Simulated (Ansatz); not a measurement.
**A ladder of methods for AlH3F− (SMILES [H][Al-]([H])([H])[F])**

AlH3F− has 5 atoms, charge -1, and is taken as a singlet. As SMILES, `[H][Al-]([H])([H])[F]`. Geometry: a GFN2-xTB relaxation, a rough one for these elements and not checked as a minimum.

```xyz
5

Al   -0.0006    0.0002   -0.0375
F     0.0114   -0.0193    1.6579
H     1.5299    0.0115   -0.5503
H    -0.7746    1.3326   -0.5198
H    -0.7662   -1.3250   -0.5502
```

Each level gives the energy change with the Al1–H3 bond stretched from 1.614 to 3.228 Å (eV). The values are calculated.

| level | kind | program | value (eV) | less FCI/STO-3G | CPU time (all runs) |
| --- | --- | --- | --- | --- | --- |
| HF/STO-3G (restricted) | Hartree–Fock | Ansatz | 6.57 | +0.91 | 0.13 s |
| BLYP/STO-3G (restricted) | GGA | Ansatz | 4.49 | -1.17 | 1.6 s |
| r2SCAN/STO-3G (restricted) | meta-GGA | Ansatz | 4.96 | -0.70 | 3.5 s |
| BHLYP/STO-3G (restricted) | global hybrid | Ansatz | 5.81 | +0.15 | 1.4 s |
| wB97M-V/STO-3G (restricted) | range-separated hybrid | Ansatz | 5.61 | -0.05 | 23 s |
| B2PLYP/STO-3G (restricted) | double hybrid | Ansatz | 5.37 | -0.29 | 2.1 s |
| MP2/STO-3G (restricted) | perturbation theory | Ansatz | 6.02 | +0.36 | 0.14 s |
| CCSDT(Q)/STO-3G (restricted) | coupled cluster or CI | Ansatz | 5.66 | 0.00 | 0.36 s |
| CCSDTQ/STO-3G (restricted) | coupled cluster or CI | Ansatz | 5.66 | 0.00 | 4.7 s |
| FCI/STO-3G | exact in the basis | Ansatz | 5.66 | 0.00 | 0.81 s |

FCI/STO-3G is exact within its basis and frozen core, so for wave-function methods in that basis the difference is their error; functionals converge differently with the basis, so for them it is only a difference. Spin-restricted single references rise too steeply as a bond breaks, Hartree–Fock most of all. Sets without diffuse functions describe the anion poorly. The first shape isn't each level's own minimum. The values span 4.49 to 6.57 eV. All rows use very small basis sets, so even the best lies far from the true value. Times are those of the runs behind each value, whatever else they computed, on shared processors of several kinds: orders of magnitude only.

Stretching the Al–H bond brings its σ and σ* orbitals closer in energy, so left–right correlation matters more at the long distance than at the start. Hartree–Fock misses this gain and gives 6.57 eV against 5.66 eV for full CI. MP2 recovers more than half of the gap. CCSDT(Q) and CCSDTQ match full CI to the printed precision, as expected when essentially one electron pair is being separated: excitations beyond quadruples hardly matter here, and a perturbative treatment of the quadruples suffices.

Among the functionals, the rise from BLYP to BHLYP probably reflects the replacement of semilocal exchange, which mimics part of the left–right correlation, by exact exchange. B2PLYP falls below BHLYP despite its large share of exact exchange, so that share alone does not order the functionals.

A single stretched point gives neither a dissociation limit nor the preferred channel, loss of hydride or of a hydrogen atom.
